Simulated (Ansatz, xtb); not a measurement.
## Relative energy of two isomers of C5H6N2OSi

Structure I: `O=Cc1ccnc([SiH3])n1`, a singlet. Structure II: `O=Cc1cncnc1[SiH3]`, a singlet. Both are isolated molecules in the gas phase, relaxed with PBE0-D3(BJ)/def2-SVP, each in the lowest conformer that the search found.

I (Å):

```yaml
atoms:
  - { symbol: C, position_ang: [-3.0419, -0.0429, -0.1382] }
  - { symbol: C, position_ang: [-1.7087, 0.2477, -0.7518] }
  - { symbol: C, position_ang: [-1.5842, 1.1657, -1.7925] }
  - { symbol: C, position_ang: [-0.2961, 1.3559, -2.2854] }
  - { symbol: C, position_ang: [0.5300, -0.1629, -0.7903] }
  - { symbol: N, position_ang: [0.7500, 0.7006, -1.7919] }
  - { symbol: N, position_ang: [-0.6663, -0.4141, -0.2503] }
  - { symbol: O, position_ang: [-4.0616, 0.4835, -0.4950] }
  - { symbol: Si, position_ang: [2.0660, -1.0692, -0.1271] }
  - { symbol: H, position_ang: [-2.9969, -0.7971, 0.6842] }
  - { symbol: H, position_ang: [-2.4606, 1.6896, -2.1782] }
  - { symbol: H, position_ang: [-0.1003, 2.0583, -3.1039] }
  - { symbol: H, position_ang: [3.0421, -0.0574, 0.3732] }
  - { symbol: H, position_ang: [2.6885, -1.8397, -1.2432] }
  - { symbol: H, position_ang: [1.6708, -1.9903, 0.9750] }
```

II (Å):

```yaml
atoms:
  - { symbol: C, position_ang: [-2.8332, -1.3562, -0.2139] }
  - { symbol: C, position_ang: [-2.0072, -0.3552, 0.4796] }
  - { symbol: C, position_ang: [-2.4460, 0.2595, 1.6538] }
  - { symbol: C, position_ang: [-0.5390, 1.4506, 1.7513] }
  - { symbol: C, position_ang: [-0.7421, 0.0189, -0.0174] }
  - { symbol: N, position_ang: [-1.7188, 1.1636, 2.2965] }
  - { symbol: N, position_ang: [-0.0188, 0.9318, 0.6408] }
  - { symbol: O, position_ang: [-2.4861, -1.9092, -1.2300] }
  - { symbol: Si, position_ang: [0.0420, -0.7016, -1.6102] }
  - { symbol: H, position_ang: [-3.8207, -1.5841, 0.2579] }
  - { symbol: H, position_ang: [-3.4243, 0.0049, 2.0839] }
  - { symbol: H, position_ang: [0.0727, 2.1964, 2.2731] }
  - { symbol: H, position_ang: [1.3585, -0.0099, -1.7253] }
  - { symbol: H, position_ang: [-0.7893, -0.3811, -2.8044] }
  - { symbol: H, position_ang: [0.2665, -2.1683, -1.4754] }
```

Which of the two would you expect CCSD(T)/def2-SVP + ΔMP2/def2-TZVPP electronic energies to favour?

CCSD(T)/def2-SVP + ΔMP2/def2-TZVPP gives E(II) − E(I) = −0.042 eV, slightly favouring structure II, which is too small a margin to settle the true order.

The same difference at several levels:

| level | geometry | E(II) − E(I) (eV) | departure from the last row (eV) | job, with rough time for the two |
| --- | --- | --- | --- | --- |
| GFN2-xTB | GFN2-xTB | −0.250 | −0.208 | optimisation, 0.26 s |
| HF/STO-3G | GFN2-xTB | +0.152 | +0.193 | single point, 1.3 s |
| r2SCAN-D4/def2-SVP | GFN2-xTB | −0.038 | +0.003 | single point, 7.2 s |
| PBE0-D3(BJ)/def2-SVP | PBE0-D3(BJ)/def2-SVP | −0.085 | −0.043 | optimisation, 1.8 min |
| HF/def2-SVP | PBE0-D3(BJ)/def2-SVP | −0.029 | +0.013 | part of the CCSD(T) run |
| MP2/def2-SVP | PBE0-D3(BJ)/def2-SVP | +0.016 | +0.058 | part of the CCSD(T) run |
| CCSD(T)/def2-SVP | PBE0-D3(BJ)/def2-SVP | −0.034 | +0.007 | single point |
| CCSD(T)/def2-SVP + ΔMP2/def2-TZVPP | PBE0-D3(BJ)/def2-SVP | −0.042 |  | single point, 4.2 min |

As drawn, both hold the same kinds of bond in the same numbers.

The largest departure from CCSD(T)/def2-SVP + ΔMP2/def2-TZVPP is that of GFN2-xTB, 0.208 eV. A small imaginary or near-zero mode remains, so no thermal terms are given. The last row adds to CCSD(T) the change of the MP2 difference between the two basis sets, here −0.007 eV.

The correlated steps freeze 13 core orbitals. Programs: Ansatz 0.2.0, xtb 6.7.1; the last row on 2 threads of Intel(R) Xeon(R) Processor @ 2.70GHz on a shared host.

The two isomers are nearly degenerate, and the preference for II is not uniform: HF/STO-3G and MP2/def2-SVP reverse it, while GFN2-xTB exaggerates it. The geometry suggests why II isn't penalised for placing its substituents on neighbouring ring carbons. Its aldehyde oxygen points at silicon, well inside the van der Waals contact distance and almost in line with the opposite Si–H bond. This is the arrangement expected for donation from an oxygen lone pair into a Si–H σ* orbital, helped by electrostatic attraction to the positive silicon. In I the groups are too far apart for this contact, though its formyl oxygen does turn away from the adjacent ring nitrogen, avoiding lone-pair repulsion.

HF/def2-SVP already gives −0.029 eV, so dispersion is not needed to bring II level with I; the minimal basis probably describes the polarisation at silicon poorly. The isomer difference doesn't measure the strength of the O···Si contact, since the ring positions change too; a rotamer of II with the formyl group turned away would be a more direct test.
